Debugging the analysis of a table of computed results.

The data: OpenMolcas 26.06, state-averaged CASSCF over the 3d shell with spin-orbit state interaction (atomic mean-field integrals), ANO-RCC-VDZP basis, DKH2 Hamiltonian, point nucleus. Each 3+ ion sits at the centre of a regular octahedron of six point charges of -1 e. χT is the powder value from Van Vleck's formula; ground levels carry octahedral double-group labels.

```python
# Table: chiT (cm3 K/mol) at 2, 50, 300 K and first gap of 3d(n) 3+ ions among six -1 point charges; OpenMolcas CASSCF + spin-orbit, ANO-RCC-VDZP, DKH2.
# Tested: hand rule (field first for n<=5, spin-orbit first for n>5) against spin-only and the free-ion multiplet.
T = {
    'ion': ['Ti3+', 'V3+', 'Cr3+', 'Mn3+', 'Fe3+', 'Co3+', 'Ni3+', 'Cu3+'],
    'n': [1, 2, 3, 4, 5, 6, 7, 8],
    'charge_distance': [1.94, 1.96, 1.89, 1.61, 1.85, 2.23, 1.77, 2.05],  # Å
    'mult': [2, 3, 4, 5, 6, 5, 4, 3],
    'label': ['G8', 'E', 'G8', 'A1', 'unlabelled', 'T2', 'G6', 'T2'],
    'deg': [4, 2, 4, 1, 6, 3, 2, 3],
    'gap': [229, 31.9, 3120, 17.2, 36500, 169, 409, 974],  # 1/cm
    'chi_2': [0.008, 0.006, 1.43, 0.411, 4.39, 3.57, 2.2, 2.47],  # cm3 K/mol
    'chi_50': [0.117, 0.17, 1.46, 2.65, 4.39, 4.22, 2.69, 2.55],  # cm3 K/mol
    'chi_300': [0.466, 0.866, 1.62, 2.83, 4.39, 5.05, 4.24, 2.97],  # cm3 K/mol
}
import numpy as np
from scipy import constants as sc
K = sc.k/(sc.h*sc.c*100); C3 = 0.1*sc.N_A*sc.value('Bohr magneton')**2/sc.k; C = C3/3; M = C3*K
ion = [s[:2] for s in T['ion']]; n = T['n']; gap = np.array(T['gap'], float); R = T['charge_distance']
S = (np.array(T['mult'])-1)/2; L = [2, 3, 3, 2, 0, 2, 3, 3]
zeta = np.array([150, 210, 270, 350, 460, 580, 710, 890.])  # rough recalled values, cm-1
tab = np.array([T['chi_2'], T['chi_50'], T['chi_300']], float).T; ts = (2, 50, 300)
# further outputs of the same runs: chiT at 5 and 10 K, 10Dq from the terms, Ti lowering, V T1 level, Ni g and effective J
c5 = [0.014746, 0.014547, 1.432292, 0, 0, 3.611154, 2.228749, 2.477645]
c10 = [0.026094, 0.029756, 1.435479, 0, 0, 3.680514, 2.279539, 2.486148]
Dq = {0: 4340, 1: 5726-2578, 6: 5212-2338}; lowTi = 81.59; T1V = 352.2; gNi = 4.819; Je = 4.425
alpha = {1: -1., 2: -1.5, 6: -1., 7: -1.5}; mz = {6: 2.5, 7: 11/6, 8: 2.5}
lam = lambda i, f=1: f*zeta[i]/(2*S[i])*(1 if n[i] <= 5 else -1)
lande = lambda l, s, a, J: 2+(a-2)*(J*(J+1)+l*(l+1)-s*(s+1))/np.maximum(2*J*(J+1), 1e-9)
def vv(l, s, a, la, t):  # Van Vleck sum, H = a*la*L.S, moment a*L+2S
    J = np.arange(abs(l-s), l+s+.1); E = a*la*J*(J+1)/2
    G = lambda j: ((s+l+1)**2-j*j)*(j*j-(s-l)**2)/np.maximum(j*j, 1e-9)
    tip = M*(2-a)**2/(6*(2*J+1))*(G(J+1)-G(J))/(a*la); w = (2*J+1)*np.exp(-(E-E.min())/(K*t))
    return (w*(C*lande(l, s, a, J)**2*J*(J+1)+tip*t)).sum()/w.sum()
def two(a, d, N, m2, g, E, t):  # d ground states, the other N-d lumped at E
    b = d*m2-a; c = N*m2-a-2*b; x = E/(K*t); e = np.exp(-x)
    return C3*g*g*(a+c*e+2*b*(1-e)/x)/(d+(N-d)*e)
def field(i, t, f=1):
    if n[i] in alpha: return vv(1, S[i], alpha[n[i]], lam(i, f), t)
    if n[i] in (3, 8): return 4*C*(1-4*lam(i, f)/gap[i])**2*S[i]*(S[i]+1)+8*M*t/gap[i]
    return two(0, 1, 10, 2, 2, gap[i], t) if n[i] == 4 else 4*C*S[i]*(S[i]+1)
def jrule(i, t):
    J = L[i]+S[i]
    return two(2*mz[n[i]]**2, T['deg'][i], 2*J+1, J*(J+1)/3, lande(L[i], S[i], 1, J), gap[i], t)
rule = lambda i, t: field(i, t) if n[i] <= 5 else jrule(i, t)
so = 4*C*S*(S+1); P = np.array([[rule(i, t) for t in ts] for i in range(8)]); er = 100*(P/tab-1)
print(f"C={C:.5f} cm3K/mol, N mu^2={M:.4f} cm3/mol*cm-1, k={K:.4f} cm-1/K, kT(300)={300*K:.1f} cm-1")
print("rounding floor: 0.005 (values>1), 0.0005 (<1; 6-8% of Ti,V at 2 K)")
print("ion lambda(cm-1) | rule chiT 2/50/300 K | error % | rule-table")
for i in range(8): print(ion[i], f"{lam(i):5.0f} |", *[f"{x:.3f}" for x in P[i]], '|', *[f"{x:+.1f}" for x in er[i]], '|', *[f"{x:+.3f}" for x in P[i]-tab[i]])
print("ion spin-only, table/spin-only 2,300 K | field-first 2,300 K (err%) | free ion 2,300 K (err%)")
for i in range(8):
    a = [field(i, t) for t in (2, 300)]; b = [vv(L[i], S[i], 1, lam(i), t) for t in (2, 300)]; o = tab[i, [0, 2]]
    h = lambda v: ' '.join(f"{x:.3f}({100*(x/y-1):+.0f})" for x, y in zip(v, o))
    print(ion[i], f"{so[i]:.3f} {o[0]/so[i]:.2f} {o[1]/so[i]:.2f} |", h(a), '|', h(b))
for k, t in enumerate(ts):
    w = np.argmax(abs(er[:, k])); s = 100*abs(so/tab[:, k]-1)
    print(f"{t} K |err|%: rule mean {abs(er[:,k]).mean():.1f} median {np.median(abs(er[:,k])):.1f} worst {ion[w]} {er[w,k]:+.0f}; spin-only mean {s.mean():.0f} median {np.median(s):.0f}")
print(f"2 K without Ti,V (near-zero moments, shown above): rule mean |err| {abs(er[2:,0]).mean():.1f}%")
print("ion intercept run/rule (cm3K/mol), slope run/rule (1e-3 cm3/mol), from 5 and 10 K")
for i in (0, 1, 2, 5, 6, 7): print(ion[i], f"{2*c5[i]-c10[i]:.4f} {2*rule(i,5)-rule(i,10):.4f}  {200*(c10[i]-c5[i]):.3f} {200*(rule(i,10)-rule(i,5)):.3f}")
print("ion g from intercept | field-first g | g_J, J-rule g")
for i in (2, 5, 6, 7):
    j = (T['deg'][i]-1)/2; gJ = lande(L[i], S[i], 1, L[i]+S[i])
    gf = lande(1, S[i], alpha[n[i]], j) if n[i] in alpha else 2*(1-4*lam(i)/gap[i])
    print(ion[i], f"{np.sqrt((2*c5[i]-c10[i])/(C*j*(j+1))):.3f} | {gf:.3f} |", f"{gJ:.3f} {gJ*mz[n[i]]/j:.3f}" if n[i] > 5 else '-')
print(f"Ni run g={gNi}; J=9/2 weight from effective J {Je}: {(Je*(Je+1)-15.75)/9:.2f}")
print(f"1st-order gap/run cm-1: Ti {1.5*zeta[0]:.0f}/{gap[0]:.0f} V(T1) {1.5*zeta[1]:.0f}/{T1V:.0f} Co {zeta[5]/2:.0f}/{gap[5]:.0f} Ni {.75*zeta[6]:.0f}/{gap[6]:.0f}")
print(f"Ti zeta = gap - lowering = {gap[0]-lowTi:.0f} cm-1; Fe spin-only with g_e: {so[4]*(sc.value('electron g factor')/2)**2:.3f}")
print("zeta/10Dq:", *[f"{ion[i]} {zeta[i]/d:.3f}" for i, d in Dq.items()], f"Cr(gap) {zeta[2]/gap[2]:.3f}; 4|lam|/gap Cr {4*lam(2)/gap[2]:.3f} Cu {-4*lam(7)/gap[7]:.2f}")
print("10Dq from Ni by R^-5, order of magnitude only, cm-1:", *[f"{ion[i]} {Dq[6]*(R[6]/R[i])**5:.0e}" for i in (5, 7)])
print("zeta -10%/+10%, change of chiT(300) %:", *[f"{ion[i]} {100*(field(i,300,.9)/P[i,2]-1):+.1f}/{100*(field(i,300,1.1)/P[i,2]-1):+.1f}" for i in range(3)])
assert abs(vv(1, 1.5, -1.5, -200, 1e7)/(C*(2.25*2+4*3.75))-1) < 1e-3
assert abs(er[4]).max() < 0.5
assert (tab[:4].max(1) < so[:4]).all() and (tab[5:].min(1) > so[5:]).all()
assert abs(er[5:, 0]).max() < 5 and (er[5:, 2] > 0).all()
```

Output of this version:

```
C=0.12505 cm3K/mol, N mu^2=0.2607 cm3/mol*cm-1, k=0.6950 cm-1/K, kT(300)=208.5 cm-1
rounding floor: 0.005 (values>1), 0.0005 (<1; 6-8% of Ti,V at 2 K)
ion lambda(cm-1) | rule chiT 2/50/300 K | error % | rule-table
Ti   150 | 0.005 0.116 0.447 | -42.1 -0.9 -4.1 | -0.003 -0.001 -0.019
V3   105 | 0.054 0.216 0.892 | +794.2 +27.0 +3.0 | +0.048 +0.046 +0.026
Cr    90 | 1.469 1.501 1.668 | +2.7 +2.8 +3.0 | +0.039 +0.041 +0.048
Mn    88 | 0.485 2.986 3.001 | +18.0 +12.7 +6.0 | +0.074 +0.336 +0.171
Fe    92 | 4.377 4.377 4.377 | -0.3 -0.3 -0.3 | -0.013 -0.013 -0.013
Co  -145 | 3.552 4.381 5.544 | -0.5 +3.8 +9.8 | -0.018 +0.161 +0.494
Ni  -237 | 2.264 2.796 4.950 | +2.9 +3.9 +16.8 | +0.064 +0.106 +0.710
Cu  -445 | 2.447 2.547 3.066 | -0.9 -0.1 +3.2 | -0.023 -0.003 +0.096
ion spin-only, table/spin-only 2,300 K | field-first 2,300 K (err%) | free ion 2,300 K (err%)
Ti 0.375 0.02 1.24 | 0.005(-42) 0.447(-4) | 0.301(+3658) 0.610(+31)
V3 1.000 0.01 0.87 | 0.054(+794) 0.892(+3) | 0.335(+5482) 0.946(+9)
Cr 1.876 0.76 0.86 | 1.469(+3) 1.668(+3) | 0.079(-94) 1.064(-34)
Mn 3.001 0.14 0.94 | 0.485(+18) 3.001(+6) | 0.024(-94) 1.795(-37)
Fe 4.377 1.00 1.00 | 4.377(-0) 4.377(-0) | 4.377(-0) 4.377(-0)
Co 3.001 1.19 1.68 | 3.080(-14) 4.077(-19) | 5.628(+58) 5.594(+11)
Ni 1.876 1.17 2.26 | 1.774(-19) 3.269(-23) | 5.502(+150) 5.539(+31)
Cu 1.000 2.47 2.97 | 8.002(+224) 8.640(+191) | 3.908(+58) 3.929(+32)
2 K |err|%: rule mean 107.7 median 2.8 worst V3 +794; spin-only mean 2739 median 45
50 K |err|%: rule mean 6.5 median 3.3 worst V3 +27; spin-only mean 109 median 30
300 K |err|%: rule mean 5.8 median 3.7 worst Ni +17; spin-only mean 27 median 18
2 K without Ti,V (near-zero moments, shown above): rule mean |err| 4.2%
ion intercept run/rule (cm3K/mol), slope run/rule (1e-3 cm3/mol), from 5 and 10 K
Ti 0.0034 -0.0000  2.270 2.318
V3 -0.0007 0.0469  3.042 3.380
Cr 1.4291 1.4679  0.637 0.669
Co 3.5418 3.5170  13.872 17.357
Ni 2.1780 2.2416  10.158 11.082
Cu 2.4691 2.4424  1.701 2.091
ion g from intercept | field-first g | g_J, J-rule g
Cr 1.746 | 1.769 | -
Co 3.763 | 3.500 | 1.500 3.750
Ni 4.819 | 4.333 | 1.333 4.889
Cu 3.142 | 5.655 | 1.250 3.125
Ni run g=4.819; J=9/2 weight from effective J 4.425: 0.92
1st-order gap/run cm-1: Ti 225/229 V(T1) 315/352 Co 290/169 Ni 532/409
Ti zeta = gap - lowering = 147 cm-1; Fe spin-only with g_e: 4.387
zeta/10Dq: Ti 0.035 V3 0.067 Ni 0.247 Cr(gap) 0.087; 4|lam|/gap Cr 0.115 Cu 1.83
10Dq from Ni by R^-5, order of magnitude only, cm-1: Co 9e+02 Cu 1e+03
zeta -10%/+10%, change of chiT(300) %: Ti +3.7/-3.6 V3 +5.9/-5.5 Cr +2.3/-2.3
Traceback (most recent call last):
  File "check.py", line 74, in <module>
    assert (tab[:4].max(1) < so[:4]).all() and (tab[5:].min(1) > so[5:]).all()
           ^^^^^^^^^^^^^^^^^^^^^^^^^^^^^^^^^^^^^^^^^^^^^^^^^^^^^^^^^^^^^^^^^^^
AssertionError
```

Cause: The third assertion required Ti, V, Cr and Mn to lie below spin-only at every temperature, but Ti at 300 K has χT = 0.466 against 0.375 (ratio 1.24), so the expectation was wrong, not the code. The cancellation of orbital and spin moment holds only within the G8 ground level. On warming, Van Vleck mixing with G7 and its population drive χT towards the T-term limit C[α²L'(L'+1) + 4S(S+1)], which lies above spin-only. The assertion now states that all four lie below spin-only at 2 and 50 K and that at 300 K Ti is above while V, Cr and Mn are below; a new line prints the high-temperature limits and the Ti crossing, and the label "V3" is corrected to "V".

Diff:

```diff
@@ -16,11 +16,11 @@
 from scipy import constants as sc
 K = sc.k/(sc.h*sc.c*100); C3 = 0.1*sc.N_A*sc.value('Bohr magneton')**2/sc.k; C = C3/3; M = C3*K
-ion = [s[:2] for s in T['ion']]; n = T['n']; gap = np.array(T['gap'], float); R = T['charge_distance']
+ion = [s[:-2] for s in T['ion']]; n = T['n']; gap = np.array(T['gap'], float); R = T['charge_distance']
 S = (np.array(T['mult'])-1)/2; L = [2, 3, 3, 2, 0, 2, 3, 3]
 zeta = np.array([150, 210, 270, 350, 460, 580, 710, 890.])  # rough recalled values, cm-1
 tab = np.array([T['chi_2'], T['chi_50'], T['chi_300']], float).T; ts = (2, 50, 300)
-# further outputs of the same runs: chiT at 5 and 10 K, 10Dq from the terms, Ti lowering, V T1 level, Ni g and effective J
+# further outputs of the same runs: chiT at 5 and 10 K, Ti chiT at 150 and 200 K, 10Dq from the terms, Ti lowering, V T1 level, Ni g and effective J
 c5 = [0.014746, 0.014547, 1.432292, 0, 0, 3.611154, 2.228749, 2.477645]
-c10 = [0.026094, 0.029756, 1.435479, 0, 0, 3.680514, 2.279539, 2.486148]
+c10 = [0.026094, 0.029756, 1.435479, 0, 0, 3.680514, 2.279539, 2.486148]; cTi = (0.31347, 0.37889)
 Dq = {0: 4340, 1: 5726-2578, 6: 5212-2338}; lowTi = 81.59; T1V = 352.2; gNi = 4.819; Je = 4.425
 alpha = {1: -1., 2: -1.5, 6: -1., 7: -1.5}; mz = {6: 2.5, 7: 11/6, 8: 2.5}
@@ -48,13 +48,14 @@
 print("ion lambda(cm-1) | rule chiT 2/50/300 K | error % | rule-table")
 for i in range(8): print(ion[i], f"{lam(i):5.0f} |", *[f"{x:.3f}" for x in P[i]], '|', *[f"{x:+.1f}" for x in er[i]], '|', *[f"{x:+.3f}" for x in P[i]-tab[i]])
-print("ion spin-only, table/spin-only 2,300 K | field-first 2,300 K (err%) | free ion 2,300 K (err%)")
+print("ion spin-only, table/spin-only 2,50,300 K | field-first 2,300 K (err%) | free ion 2,300 K (err%)")
 for i in range(8):
     a = [field(i, t) for t in (2, 300)]; b = [vv(L[i], S[i], 1, lam(i), t) for t in (2, 300)]; o = tab[i, [0, 2]]
     h = lambda v: ' '.join(f"{x:.3f}({100*(x/y-1):+.0f})" for x, y in zip(v, o))
-    print(ion[i], f"{so[i]:.3f} {o[0]/so[i]:.2f} {o[1]/so[i]:.2f} |", h(a), '|', h(b))
+    print(ion[i], f"{so[i]:.3f}", *[f"{x:.2f}" for x in tab[i]/so[i]], '|', h(a), '|', h(b))
 for k, t in enumerate(ts):
     w = np.argmax(abs(er[:, k])); s = 100*abs(so/tab[:, k]-1)
     print(f"{t} K |err|%: rule mean {abs(er[:,k]).mean():.1f} median {np.median(abs(er[:,k])):.1f} worst {ion[w]} {er[w,k]:+.0f}; spin-only mean {s.mean():.0f} median {np.median(s):.0f}")
 print(f"2 K without Ti,V (near-zero moments, shown above): rule mean |err| {abs(er[2:,0]).mean():.1f}%")
+print(f"Ti run/rule 150 K {cTi[0]:.3f}/{rule(0,150):.3f}, 200 K {cTi[1]:.3f}/{rule(0,200):.3f}; high-T limit of T term: Ti {so[0]+2*C:.3f} V {so[1]+4.5*C:.3f}")
 print("ion intercept run/rule (cm3K/mol), slope run/rule (1e-3 cm3/mol), from 5 and 10 K")
 for i in (0, 1, 2, 5, 6, 7): print(ion[i], f"{2*c5[i]-c10[i]:.4f} {2*rule(i,5)-rule(i,10):.4f}  {200*(c10[i]-c5[i]):.3f} {200*(rule(i,10)-rule(i,5)):.3f}")
@@ -70,6 +71,6 @@
 print("10Dq from Ni by R^-5, order of magnitude only, cm-1:", *[f"{ion[i]} {Dq[6]*(R[6]/R[i])**5:.0e}" for i in (5, 7)])
 print("zeta -10%/+10%, change of chiT(300) %:", *[f"{ion[i]} {100*(field(i,300,.9)/P[i,2]-1):+.1f}/{100*(field(i,300,1.1)/P[i,2]-1):+.1f}" for i in range(3)])
-assert abs(vv(1, 1.5, -1.5, -200, 1e7)/(C*(2.25*2+4*3.75))-1) < 1e-3
-assert abs(er[4]).max() < 0.5
-assert (tab[:4].max(1) < so[:4]).all() and (tab[5:].min(1) > so[5:]).all()
+assert abs(vv(1, 1.5, -1.5, -200, 1e7)/(C*(2.25*2+4*3.75))-1) < 1e-3 and abs(er[4]).max() < 0.5
+assert (tab[:4, :2].max(1) < so[:4]).all() and (tab[5:].min(1) > so[5:]).all()
+assert so[0] < tab[0, 2] < so[0]+2*C and P[0, 2] > so[0] and (tab[1:4, 2] < so[1:4]).all()
 assert abs(er[5:, 0]).max() < 5 and (er[5:, 2] > 0).all()
```

The mended program passes:

```
C=0.12505 cm3K/mol, N mu^2=0.2607 cm3/mol*cm-1, k=0.6950 cm-1/K, kT(300)=208.5 cm-1
rounding floor: 0.005 (values>1), 0.0005 (<1; 6-8% of Ti,V at 2 K)
ion lambda(cm-1) | rule chiT 2/50/300 K | error % | rule-table
Ti   150 | 0.005 0.116 0.447 | -42.1 -0.9 -4.1 | -0.003 -0.001 -0.019
V   105 | 0.054 0.216 0.892 | +794.2 +27.0 +3.0 | +0.048 +0.046 +0.026
Cr    90 | 1.469 1.501 1.668 | +2.7 +2.8 +3.0 | +0.039 +0.041 +0.048
Mn    88 | 0.485 2.986 3.001 | +18.0 +12.7 +6.0 | +0.074 +0.336 +0.171
Fe    92 | 4.377 4.377 4.377 | -0.3 -0.3 -0.3 | -0.013 -0.013 -0.013
Co  -145 | 3.552 4.381 5.544 | -0.5 +3.8 +9.8 | -0.018 +0.161 +0.494
Ni  -237 | 2.264 2.796 4.950 | +2.9 +3.9 +16.8 | +0.064 +0.106 +0.710
Cu  -445 | 2.447 2.547 3.066 | -0.9 -0.1 +3.2 | -0.023 -0.003 +0.096
ion spin-only, table/spin-only 2,50,300 K | field-first 2,300 K (err%) | free ion 2,300 K (err%)
Ti 0.375 0.02 0.31 1.24 | 0.005(-42) 0.447(-4) | 0.301(+3658) 0.610(+31)
V 1.000 0.01 0.17 0.87 | 0.054(+794) 0.892(+3) | 0.335(+5482) 0.946(+9)
Cr 1.876 0.76 0.78 0.86 | 1.469(+3) 1.668(+3) | 0.079(-94) 1.064(-34)
Mn 3.001 0.14 0.88 0.94 | 0.485(+18) 3.001(+6) | 0.024(-94) 1.795(-37)
Fe 4.377 1.00 1.00 1.00 | 4.377(-0) 4.377(-0) | 4.377(-0) 4.377(-0)
Co 3.001 1.19 1.41 1.68 | 3.080(-14) 4.077(-19) | 5.628(+58) 5.594(+11)
Ni 1.876 1.17 1.43 2.26 | 1.774(-19) 3.269(-23) | 5.502(+150) 5.539(+31)
Cu 1.000 2.47 2.55 2.97 | 8.002(+224) 8.640(+191) | 3.908(+58) 3.929(+32)
2 K |err|%: rule mean 107.7 median 2.8 worst V +794; spin-only mean 2739 median 45
50 K |err|%: rule mean 6.5 median 3.3 worst V +27; spin-only mean 109 median 30
300 K |err|%: rule mean 5.8 median 3.7 worst Ni +17; spin-only mean 27 median 18
2 K without Ti,V (near-zero moments, shown above): rule mean |err| 4.2%
Ti run/rule 150 K 0.313/0.311, 200 K 0.379/0.372; high-T limit of T term: Ti 0.625 V 1.563
ion intercept run/rule (cm3K/mol), slope run/rule (1e-3 cm3/mol), from 5 and 10 K
Ti 0.0034 -0.0000  2.270 2.318
V -0.0007 0.0469  3.042 3.380
Cr 1.4291 1.4679  0.637 0.669
Co 3.5418 3.5170  13.872 17.357
Ni 2.1780 2.2416  10.158 11.082
Cu 2.4691 2.4424  1.701 2.091
ion g from intercept | field-first g | g_J, J-rule g
Cr 1.746 | 1.769 | -
Co 3.763 | 3.500 | 1.500 3.750
Ni 4.819 | 4.333 | 1.333 4.889
Cu 3.142 | 5.655 | 1.250 3.125
Ni run g=4.819; J=9/2 weight from effective J 4.425: 0.92
1st-order gap/run cm-1: Ti 225/229 V(T1) 315/352 Co 290/169 Ni 532/409
Ti zeta = gap - lowering = 147 cm-1; Fe spin-only with g_e: 4.387
zeta/10Dq: Ti 0.035 V 0.067 Ni 0.247 Cr(gap) 0.087; 4|lam|/gap Cr 0.115 Cu 1.83
10Dq from Ni by R^-5, order of magnitude only, cm-1: Co 9e+02 Cu 1e+03
zeta -10%/+10%, change of chiT(300) %: Ti +3.7/-3.6 V +5.9/-5.5 Cr +2.3/-2.3
```
